The density of states counts the electron states in each interval of energy, here for one cell of metallic Al$_3$Cu$_2$ computed with the r2SCAN functional. The columns after the total assign parts of it to atomic shells of Cu and Al. Energies are counted from the Fermi level, up to which the states are filled.

Density of states of Al3Cu2 (P-3m1, 5 atoms per cell, a = 4.143, c = 5.040 Å, 14.98 Å³ per atom, not relaxed), computed with Ansatz 0.2.0 using r2SCAN, scalar-relativistic PAW, no spin polarisation, a 500 eV cutoff and a 12×12×8 k mesh. The states are averaged by tetrahedra (18×18×12 mesh) over 0.2 eV bins from the Fermi level; Loewdin shell projections are summed over sites.

```csv
energy (eV),density of states total (states/eV/cell),DOS Cu 3d (states/eV/cell),DOS Al 3p (states/eV/cell),DOS Al 3s (states/eV/cell),DOS Cu 4s (states/eV/cell)
-4.95,11.84,10.88,0.780,0.0800,0.0400
-4.75,8.43,7.84,0.450,0.0900,0.0200
-4.55,14.65,13.64,0.830,0.1000,0.0600
-4.35,18.73,17.83,0.660,0.1200,0.0800
-4.15,11.97,10.94,0.740,0.1200,0.1200
-3.95,3.40,2.37,0.710,0.1200,0.1700
-3.75,2.40,1.42,0.670,0.1100,0.1800
-3.55,2.40,1.31,0.740,0.1800,0.1300
-3.35,2.56,1.2,0.970,0.2200,0.1300
-3.15,2.46,0.9,1.170,0.2200,0.1100
-2.95,2.08,0.66,1.070,0.2000,0.0900
-2.75,2.25,0.58,1.300,0.2100,0.0900
-2.55,2.26,0.49,1.390,0.2000,0.0900
-2.35,2.12,0.42,1.360,0.1800,0.0700
-2.15,1.65,0.33,1.040,0.1500,0.0500
-1.95,1.46,0.28,0.920,0.1300,0.0400
-1.75,1.27,0.24,0.800,0.1200,0.0400
-1.55,1.09,0.19,0.690,0.1000,0.0300
-1.35,1.01,0.17,0.650,0.1000,0.0200
-1.15,0.98,0.15,0.630,0.0900,0.0200
-0.95,0.93,0.13,0.610,0.0800,0.0200
-0.75,0.97,0.13,0.650,0.0900,0.0200
-0.55,1.35,0.18,0.870,0.1700,0.0400
-0.35,1.22,0.15,0.780,0.1500,0.0400
-0.15,1.13,0.12,0.720,0.1500,0.0400
0.05,1.07,0.11,0.620,0.1900,0.0500
0.25,1.21,0.14,0.550,0.3500,0.0800
0.45,1.41,0.16,0.510,0.4900,0.1500
0.65,1.46,0.15,0.520,0.4800,0.1900
0.85,1.81,0.17,0.670,0.5400,0.2800
1.05,1.86,0.16,0.700,0.5400,0.2900
1.25,2.34,0.18,0.960,0.5800,0.3600
1.45,2.43,0.18,1.070,0.5500,0.3200
1.65,2.02,0.14,0.900,0.4600,0.2500
1.85,2.15,0.13,0.970,0.4400,0.2400
2.05,2.26,0.12,1.020,0.4500,0.2700
2.25,2.00,0.1,0.920,0.3800,0.2400
2.45,1.69,0.08,0.810,0.3000,0.2000
2.65,1.71,0.08,0.850,0.2900,0.1900
2.85,1.92,0.08,0.940,0.3200,0.2100
```

**(a) Which shell makes the tall block below −4 eV, and why is it so tall?**

*Solution.* It is the Cu 3d shell, which supplies 95 % of the total at −4.35 eV. The reason is clearest in the limit of atoms far apart. There each Cu atom would hold its ten 3d electrons at a single energy, and the density of states would be one sharp spike.

In the solid the 3d orbitals overlap a little with their surroundings, so the spike broadens into a narrow band. Many electrons still share a small range of energy, which makes the band high. The outer s and p electrons are in the opposite situation: their orbitals overlap strongly, so their states spread over many electronvolts and stay low everywhere. At 0.05 eV only a tenth of the total is Cu 3d, a remnant mixed into the broad bands.

**(b) Does the table count one spin or both, and does it hold the whole 3d shell?**

*Solution.* Adding the DOS Cu 3d column up to the Fermi level, each bin times its width, gives 14.5 electrons. Two full 3d shells hold 20. If the column counted one spin only, the true number would be 29, which is impossible, so both spins are included.

About a quarter of the 3d electrons therefore lie deeper than the first row, and neither the full width nor the mean energy of the 3d band can be read from this window. The same caution applies more strongly to Al 3s, of whose electrons only a quarter lie in the window. The small Al 3s values just below the Fermi level do not mean that the shell is empty, since most of its electrons lie deeper. Nor is it full: the projection finds only about 0.9 electrons in it on each Al atom, where two would fit.

**(c) What would the density of states be if the outer electrons did not feel the lattice?**

*Solution.* This is the free-electron limit. Each Al gives three electrons and each Cu one, so $N = 3\cdot 3 + 2\cdot 1 = 11$ in a cell of volume $V = 5 \times 14.98 = 74.9$ Å$^3$. With $\hbar^2/2m = 3.81$ eV Å$^2$, where $m$ is the electron mass, the free-electron Fermi energy, counted from the bottom of the band, is

$$E_0 = \frac{\hbar^2}{2m}\left(\frac{3\pi^2 N}{V}\right)^{2/3} = 10.15\ \text{eV}.$$

The density of states at that energy is

$$g_0 = \frac{3N}{2E_0} = \frac{33}{20.3} = 1.63\ \text{states/eV/cell}.$$

The calculation gives only 0.64 of this at the Fermi level. At −2.55 eV, however, it lies 61 % above the free-electron curve, though Cu 3d supplies more than half of that excess, and at 1.45 eV it lies 40 % above. Averaged over the rows from −3.55 to 2.85 eV the two agree to 9 %, but the computed total also contains the tail of Cu 3d; with that column taken off, the mean lies about as far below the curve, and it shifts with the rows chosen. The agreement is therefore rough. It is compatible with a lattice that mainly moves states about in energy, out of a trough and into the regions beside it.

**(d) Why does the trough lie about 1 eV below the Fermi level?**

*Solution.* Start again from free electrons and switch on a weak lattice. A wave with wave vector $\mathbf{k}$ is reflected by a family of atomic planes when the reflected wave $\mathbf{k}-\mathbf{G}$ has the same energy, where $\mathbf{G}$ is the reciprocal vector of the planes. This first happens at $k = G/2$. The two waves then combine into two standing waves, one pushed down in energy and the other pushed up, and states are thinned out between them.

The planes that matter most are those from which all atoms scatter in step. In this cell the (110) planes are of that kind, because every atom sits on a threefold axis. They have $G = 4\pi/a = 4\pi/4.143 = 3.03$ Å$^{-1}$, so the reflection sets in at

$$\frac{\hbar^2}{2m}\left(\frac{G}{2}\right)^2 - E_0 = 8.76 - 10.15 = -1.39\ \text{eV}.$$

Planes with the spacing of (102) give −1.31 eV, and half of them belong to the same family as (110) in the bcc-like packing behind this structure. With many planes of nearly equal $G$ around the origin, waves in many directions are reflected at similar energies. The table has its minimum at −0.95 eV, some 0.4 eV higher than the estimate. A shift in this direction is expected, since in the model the total keeps falling beyond the reflection energy until the upper standing waves set in.

The density of states does not reach zero, because waves travelling in oblique directions meet the planes only at higher energy. Such an incomplete gap is called a pseudogap. The agreement supports this origin of the trough without proving it. The model has no adjustable constant, but it gives only the energy at which reflection sets in. How far above it the minimum falls, and how deep it is, depend on the strength of the lattice potential, which is not estimated here. Mixing with Cu 3d may deepen it, a possibility that these numbers do not test. The output printed below lists the comparison with free electrons and the energies for the planes. It also lists the (111) planes, close to the Fermi level; the atoms do not all scatter in step from these, and the estimate leaves them out.

**(e) Which shell makes the total rise again just above the Fermi level?**

*Solution.* Between −0.15 and 0.45 eV the total grows by 0.28 states/eV/cell. Al 3s grows by more than that, 0.34, and Cu 4s adds 0.11, while Al 3p falls by 0.21. The rise above the Fermi level therefore starts with s character. Only further up, from 0.45 to 1.45 eV, does Al 3p take over and supply about half of the increase.

The two standing waves of part (d) suggest why. One has its nodes on the atoms and looks like a p orbital there; the other has its maxima on the atoms and looks like an s orbital. For aluminium the valence electrons are effectively repelled from the ion cores, which they must avoid because the core states are occupied. The p-like wave then lies lower and the s-like wave higher. This ordering is an argument from theory, and the change of character above the Fermi level agrees with it. The small peak at −0.55 eV, between the minimum and the Fermi level, is only partly covered by this picture: Al 3s nearly doubles there, from 0.09 to 0.17, as expected if the upper waves set in just above the minimum, but Al 3p supplies more than half of the step up to it. The label Al 3p should be read loosely, since such a broad orbital may also pick up density near the Cu atoms.

**(f) What would happen if one Al atom in each cell were replaced by Mg or by Si?**

*Solution.* Mg brings one electron fewer than Al, and Si one more. In the simplest limit the bands stay as they are and only the filling changes. Counting states down from the Fermi level, the minimum of the trough is reached after 1.1 electrons, so the Mg case would end almost in it. The Fermi level would sink by about 0.9 eV, past the small peak at −0.55 eV, and the density of states there would end roughly a tenth lower.

With Si the Fermi level would climb by about 0.8 eV onto the rising side, and the density of states would grow by half or somewhat more. The response is lopsided because the alloy already sits low, in a second shallow dip at 0.05 eV, just below the steep rise. If the coupling of the electrons to lattice vibrations is left aside, the electronic part of the heat capacity at low temperature is proportional to the density of states at the Fermi level, so it would change in the same proportion. These are estimates for unchanged bands; a real substitution would also alter the potential and the cell.

The count of electrons is the quantity to watch. If a cell expands without changing shape, $E_0$ and the reflection energy shrink by the same factor, so their ratio stays fixed. Adding or removing electrons shifts only $E_0$, and so moves the Fermi level relative to the trough.

**(g) Which digits can be trusted?**

*Solution.* The value at the Fermi level itself is 1.03 states/eV/cell, whereas the bin at 0.05 eV shows 1.07. Averaging over a bin thus already changes the second decimal. From −1.35 to −0.75 eV the total varies only between 0.93 and 1.01, so the trough has a flat floor, and its lowest point is defined to a few tenths of an electronvolt at best. Ripples of a few hundredths, computed on a single mesh of wave vectors, deserve no explanation.

The energy of the Cu 3d block carries an error of another kind. Functionals of this type usually place it too close to the Fermi level compared with photoemission, and a finer mesh would not cure that. The cell was also taken as given and not relaxed with r2SCAN, so all energies belong to this slightly stretched geometry. What stands well above these uncertainties is the order of events: a tall Cu 3d block, a broad sp band with a trough just below the Fermi level, and a rise above that level that begins with s character.

Printed output of the fit:

```
Cu 3d share of the total at -4.35 eV in %: 95.19
Cu 3d share of the total at 0.05 eV in %: 10.28
Al 3p share of the total at 0.05 eV in %: 57.94
Cu 3d electrons in the window up to the Fermi level per cell: 14.52
the same as % of all Cu 3d electrons by Loewdin count: 74.8
Al 3s electrons in the window as % of all Al 3s electrons by Loewdin count: 25.53
electrons per cell between the minimum and the Fermi level: 1.08
free-electron Fermi energy for 11 sp electrons in eV: 10.15
free-electron density of states at the Fermi level in states/eV/cell: 1.626
computed over free-electron density of states at the Fermi level: 0.6358
computed over free-electron density of states at -0.95 eV: 0.6009
computed over free-electron density of states at -2.55 eV: 1.607
computed over free-electron density of states at 1.45 eV: 1.398
mean of that ratio over the bins from -3.55 to 2.85 eV: 1.093
free-electron energy at the (110) planes from the Fermi level in eV: -1.386
free-electron energy at the (102) planes from the Fermi level in eV: -1.307
free-electron energy at the (111) planes from the Fermi level in eV: 0.094
change of the total from -0.15 to 0.45 eV in states/eV/cell: 0.28
change of Al 3s from -0.15 to 0.45 eV in states/eV/cell: 0.34
change of Al 3p from -0.15 to 0.45 eV in states/eV/cell: -0.21
change of Cu 4s from -0.15 to 0.45 eV in states/eV/cell: 0.11
change of the total from 0.45 to 1.45 eV in states/eV/cell: 1.02
change of Al 3p from 0.45 to 1.45 eV in states/eV/cell: 0.56
rigid-band shift of the Fermi level for one electron fewer in eV: -0.8634
change of the density of states at the Fermi level for one electron fewer in %: -12.69
rigid-band shift of the Fermi level for one electron more in eV: 0.763
change of the density of states at the Fermi level for one electron more in %: 52.79
bare electronic heat coefficient in mJ per mol of cells and K^2: 2.436
```
